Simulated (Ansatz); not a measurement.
## Calibrating PBE0-D4/def2-TZVPP on fluorocarbon molecules

The vertical ionisation energy (cation less neutral) in eV of 7 fluorocarbon molecules: x at PBE0-D4/def2-TZVPP, y at CCSD(T)/def2-TZVPP. Shapes, held fixed at every level: PBE0-D4/def2-TZVP. Flexible molecules stand in one conformer, not always the lowest. Programs: Ansatz 0.2.0.

| molecule | x (eV) | y (eV) |
| --- | --- | --- |
| C4H3F5 (SMILES C/C(F)=C(\F)C(F)(F)F) | 10.15 | 10.41 |
| C2H2F2 (vinylidene fluoride) | 10.40 | 10.55 |
| C2F2 (SMILES FC#CF) | 11.10 | 11.27 |
| C4H3F5 (SMILES FC1C(F)C(F)(F)C1F) | 11.48 | 11.93 |
| C4H6F4 (SMILES FCC(F)C(F)CF) | 11.54 | 12.19 |
| C4F8 (octafluorocyclobutane) | 11.66 | ? |
| C4H6F4 (SMILES CC(F)(F)C(F)CF) | 11.70 | 12.25 |

Fit y = c + s·x to the known rows and predict y for C4F8.


1. Means of the 6 rows: x = 11.0617, y = 11.433.
2. Σ(Δx)² = 2.0817, Σ(Δx·Δy) = 2.6022, so the slope is 2.6022/2.0817 = 1.25.
3. Intercept: 11.433 − (1.25) × 11.0617 = -2.394. The largest residual of the fit is 0.21.
4. C4F8: -2.394 + 1.25 × 11.66 = 12.18 eV.

CCSD(T)/def2-TZVPP gives 12.10 eV, so the prediction is off by +0.08 eV, within the largest residual. Uncorrected, PBE0-D4/def2-TZVPP misses it by -0.44 eV, and the other rows by 0.37 on average. The line overshoots: the miss goes from -0.44 to +0.08. Left out in turn, the other rows are missed by 0.15 eV on average, so much of the error is systematic among these molecules. Cations run unrestricted.

PBE0 lies below CCSD(T) for every molecule, but the gap depends on the kind of orbital ionised more than on the ionisation energy itself. The two alkenes and difluoroethyne lose a π electron from a compact multiple bond, and their shortfalls are small. The saturated molecules must ionise from σ orbitals spread over the C–C, C–H and C–F framework, and theirs are clearly larger, probably because the approximate functional overstabilises a delocalised hole. Within either group the shortfall doesn't grow steadily with x, so the slope of 1.25 mostly reflects the step from π to σ ionisation, not a proportional error in PBE0.

This also suggests why the line overshoots for octafluorocyclobutane. Its shortfall is close to that of the other four-membered ring, while the two open-chain C4H6F4 isomers have larger ones and pull the upper end of the line upwards. The fit therefore supports an interpolation across this mixed set, but not a general scaling law for saturated fluorocarbons.
